A susceptibility curve of a high-spin d⁵ ion has to be fitted with some parameter, and the choice is between a moment that depends on the surroundings and an energy gap that does. The choice also fixes the temperature at which the curve is worth reading. For Au6+ among four negative charges, at the spin-orbit CASSCF level, χT falls by 10.7 % at 50 K between the weakest and the strongest charge, but by only 3.5 % at 2 K and 0.8 % at 300 K, each relative to the weakest charge. Three explanations offer themselves, and they lead to different fits.

Au6+ in a regular tetrahedron of four equal point charges at 1.87 Å, computed with OpenMolcas 26.06. State-averaged CASSCF with five electrons in the 5d orbitals, ANO-RCC-VDZP basis, DKH2 Hamiltonian, point nucleus, and spin-orbit coupling by RASSI with atomic mean-field integrals. χT is the powder susceptibility times temperature by Van Vleck's formula.

```
point charge (e)  first excitation (cm⁻¹)  χT at 2 K (cm3 K/mol)  χT at 50 K (cm3 K/mol)  χT at 300 K (cm3 K/mol)
          -2.500                     89.8                   2.49                    3.43                     3.93
          -2.000                     80.0                   2.50                    3.50                     3.94
          -1.500                     66.4                   2.51                    3.60                     3.95
          -1.000                     48.7                   2.54                    3.73                     3.96
          -0.650                     33.8                   2.58                    3.84                     3.96
```

The point charge q is the charge on each corner of a regular tetrahedron, 1.87 Å from the ion in every row, and χT is the molar susceptibility times temperature, which measures the mean square magnetic moment. The first excitation, called Δ here, is no d-d transition. In the runs at −2.0 and −1.0 e the lowest six states come from the high-spin ⁶A₁ term and have a total angular momentum J very near 5/2. They split into a quartet G8 below and a doublet G7 above (the double-group labels Γ8 and Γ7), and Δ is that splitting. The next levels lie above 21000 cm⁻¹, so only these six states are thermally reachable.

The ground quartet is the same G8 level in all five rows, and it is less pure than the label sextet suggests. Its sextet weight in those two runs is 79 %, the rest being states of lower spin mixed in by spin-orbit coupling. Real 5d complexes are usually low spin, and the ion stays high spin here in a model that favours it: a tetrahedron is a weak-field site, point charges lack covalency and give too weak a field, and a d-only CASSCF without dynamic correlation overstates the electron repulsion that keeps spins unpaired. The series is therefore a clean model of a heavy half-filled shell and no forecast for a gold compound.

The first explanation is the tempting one: a stronger field quenches the orbital moment. It has the right direction and, on paper, nearly the size needed. The magnetic moment operator is L + 2S = J + S, so the g value of a level is 1 plus the fraction of J carried by spin. The g of this level is about 1.906, which leaves 0.094 of J as orbital momentum parallel to the spin. Removing that part would give g = 2 × 0.906 = 1.81 and lower χT, which goes as g², by about a tenth.

The numbers reject quenching as the main cause, because a smaller g scales χT by the same factor at every temperature. Scaling the three values of the weakest-charge row by the best least-squares factor misses the strongest-charge row by −0.21 cm³ K/mol at 50 K and by +0.18 at 300 K, table minus scaled curve. The table is rounded to 0.005, so these misses are some forty times too large. The g value of the G7 doublet in the same calculation says the same: it is 3.176 at −1.0 e and does not fall when the charge is doubled.

The second explanation is thermal. At 50 K the energy kT is 34.8 cm⁻¹, of the size of Δ, and a smaller gap lets more ions into G7. The Boltzmann share of G7 is 15.9 % at the weakest charge and 3.6 % at the strongest, so χT is higher in step with the filling of the doublet. The third explanation is that the magnetic field itself mixes G8 with G7 across the gap, the more easily the smaller the gap. Telling these two apart needs the wave functions.

For J = 5/2 in a cubic site symmetry alone fixes them. In terms of the projections M along a cube axis,

G7: √(1/6)|±5/2⟩ − √(5/6)|∓3/2⟩
G8: √(5/6)|±5/2⟩ + √(1/6)|∓3/2⟩, and |±1/2⟩

The expectation value of Jz is (1/6)(5/2) − (5/6)(3/2) = −5/6 for the upper-sign G7 state, and in the same way ±11/6 and ±1/2 for G8. Summing squares gives 25/18 over the two G7 states and 65/9 over the four G8 states. Jz also connects each G7 state with one G8 state, by (√5/6)(5/2 + 3/2), whose square is 20/9. The doublet's g value is 2 × (5/6) g, so g is 3/5 of it, which is the source of the value used above.

Van Vleck's formula adds two kinds of term. A state with its own moment contributes ⟨Jz⟩², weighted by its population, which is the Curie part. A pair of states coupled across a gap contributes 2|⟨G7|Jz|G8⟩|² kT/Δ, positive for the lower state, which the magnetic field pushes down, and negative for the upper. With x = Δ/kT and C = NμB²/k = 0.37515 cm³ K/mol,

χT = C g² [65/9 + (25/18) e^−x + (80/9)(1 − e^−x)/x] / (4 + 2 e^−x)

The first two terms in the bracket are the Curie part and the third is the mixing part. When x is large the expression tends to C g² · 65/36, the bare quartet. When x is small it tends to C g² · 35/12, the free J = 5/2 value. The gap does nothing but set the temperature at which the curve climbs from the one limit to the other.

The only free number is g. A least-squares fit of g² to all fifteen χT values, each row with its tabulated Δ, gives g = 1.903. The strongest-charge row at 50 K, which was part of that fit, works out as follows:

x = 89.8/34.8 = 2.58, e^−x = 0.076, 4 + 2e^−x = 4.15, C g² = 1.358
Curie part: 1.358 × (7.222 + 1.389 × 0.076)/4.15 = 2.40
mixing part: 1.358 × 8.889 × (0.924/2.58)/4.15 = 1.04
sum: 3.44 cm³ K/mol, against 3.43 in the table

Over all fifteen values the root-mean-square miss is 0.005 cm³ K/mol and the worst is 0.009, at 2 K for the strongest charge. With g taken from the G7 doublet and nothing fitted, the model lies above the table in every entry, by at most 0.019. The calculation itself uses Van Vleck's formula, so the agreement does not test that formula. It shows that six states, cubic wave functions and one g carry the trend.

The split into parts now decides between filling and mixing. Per state, ⟨Jz⟩² is 0.694 in G7 and 1.806 in G8, so moving ions into the doublet lowers the Curie part. At 50 K, going from the strongest to the weakest charge, the model's Curie part drops by 0.185 cm³ K/mol while its mixing part rises by 0.582. The net rise is the difference of the two, with filling working against it. Population and χT move together only because both depend on Δ/kT.

The cold end of the curve shows the mixing directly, without a fitted g. With G7 empty the formula becomes a straight line,

χT = C g² [65/36 + (20/9) kT/Δ]

so the slope of χT against T times Δ should be the same in every row. From the unrounded values of the same calculation at 2 and 5 K, that product is 2.10 in all five rows, in cm³/mol times cm⁻¹. The line above with g from the doublet gives 2.104. The mixing matrix element thus stays fixed while its denominator changes by a factor of 2.66.

The intercept of the same line measures what is left of the changing-moment idea, and it is small without being zero. It falls steadily from 2.452 to 2.441 cm³ K/mol as the charge grows, by 0.45 %. That accounts for 13 % of the trend at 2 K, the mixing term for the remainder, and the two simply add. This is where one g fails: the quartet's moment shrinks a little while the doublet's g does not. A likely reason, untested here, is that the field alters the admixtures of the two levels differently, and their sextet weights do move in opposite directions between −1.0 and −2.0 e.

At 300 K the curve is almost on its plateau, which is why that column is nearly blind to the charge. The spin-only value for five unpaired electrons is 4.39 cm³ K/mol, and the plateau with g from the doublet is 3.97. The gap takes off at most a further 0.03, so the shortfall from spin-only is almost wholly the low g. Theory traces that g to the admixture: spin-orbit coupling connects ⁶S directly only to ⁴P, whose J = 5/2 level has the Landé value 1.6. The computed g and the doublet's sextet weight require a mean g near 1.5 for the admixed fifth, which fits ⁴P with some terms of lower g behind it.

Since Δ governs the trend, its own dependence on charge matters, and here too the familiar argument fails. A cubic field cannot split an orbital singlet, and in a half-filled shell it has no first-order effect within a pure LS term, because exchanging electrons for holes reverses the field and maps the term on itself. That suggests Δ ∝ q². The table shows the opposite bend: Δ/|q| falls steadily from 52.0 to 35.9 cm⁻¹ per unit charge. The local exponent of Δ against |q| is 0.85 between the two weakest charges and 0.52 between the two strongest.

Least-squares fits through the origin to all five rows put sizes on this. A pure q² law misses by up to 31 cm⁻¹ and a pure |q| law by up to 10, while a|q| + bq² with negative b misses by at most 0.26. That is still five times the rounding of the gap, and a cubic term removes it only by spending three parameters on five points. The coefficients trade against each other and say no more than that Δ is mostly linear and bends downward.

Theory supplies the linear term by the same electron-hole argument carried one step further. The exchange reverses the sign of the spin-orbit constant ζ as well as that of the field strength V, so Δ may contain only products ζ^m V^n with m + n even. A cubic splitting of a spin 5/2 is of fourth rank in the spin and needs at least four spin-orbit steps. The lowest terms are then ζ⁴V² and ζ⁵V, and their ratio goes as ζ/V. For a heavy ion in a weak field the linear term should lead, and here spin-orbit coupling lowers the ground level by about 7500 cm⁻¹ in every row.

Two rows allow a check on which levels follow the gap. On doubling the charge from −1.0 to −2.0 e, the spread of the spin-free terms from ⁴G grows by a factor of 3.06, well beyond linear, as suits pure LS terms of a half-filled shell. The ground gap grows by 1.64, and the next G8-G7 pair, a heavily spin-mixed level with J near 5/2, by 1.82. The splittings of the spin-orbit-mixed levels thus grow somewhat less than linearly and those of the unmixed terms much more, which agrees with a leading linear term without proving it.

The cause of the downward bend remains a guess. An opposing ζ⁴V² term bends the curve the same way, though nothing here shows that it is large enough by itself. A field on the 5d shell that grows more slowly than the charge, as the orbitals relax, takes a share of it but does not explain it alone: on doubling the charge from −1.0 to −2.0 e, a rough two-state estimate of the field's coupling between ⁴G and ⁴P grows by a factor of 1.86, the gap by only 1.64. On that estimate the slower field covers a good third of the shortfall from a factor of two, and how much of the rest the even term supplies is not settled. The absolute size of Δ is also uncertain, since dynamic correlation is absent, the basis is small and the largest charge, −2.5 e, exceeds that of an oxide ion. The link between Δ and the shape of χT rests on symmetry and is safer than Δ itself.

The argument indicates how neighbouring series would run. In an octahedron V changes sign, so the ζ⁵V term would put G7 lowest, and χT would start from the much lower doublet limit, 25/36 in place of 65/36, before climbing to much the same plateau. In a 3d⁵ ion such as Mn2+ the constant ζ is far smaller, so the sextet stays nearly pure, g stays near 2 and the term even in V should lead. The gap there is tiny, and χT would sit at the spin-only value at all but the lowest temperatures.

For the fit, all five rows support one recipe: g comes from the room-temperature value after a small gap correction, and Δ from the range where kT is comparable to it or from the initial slope. Letting g absorb the drop at 50 K would turn a change of gap into a ten per cent loss of squared moment that the calculation does not contain.
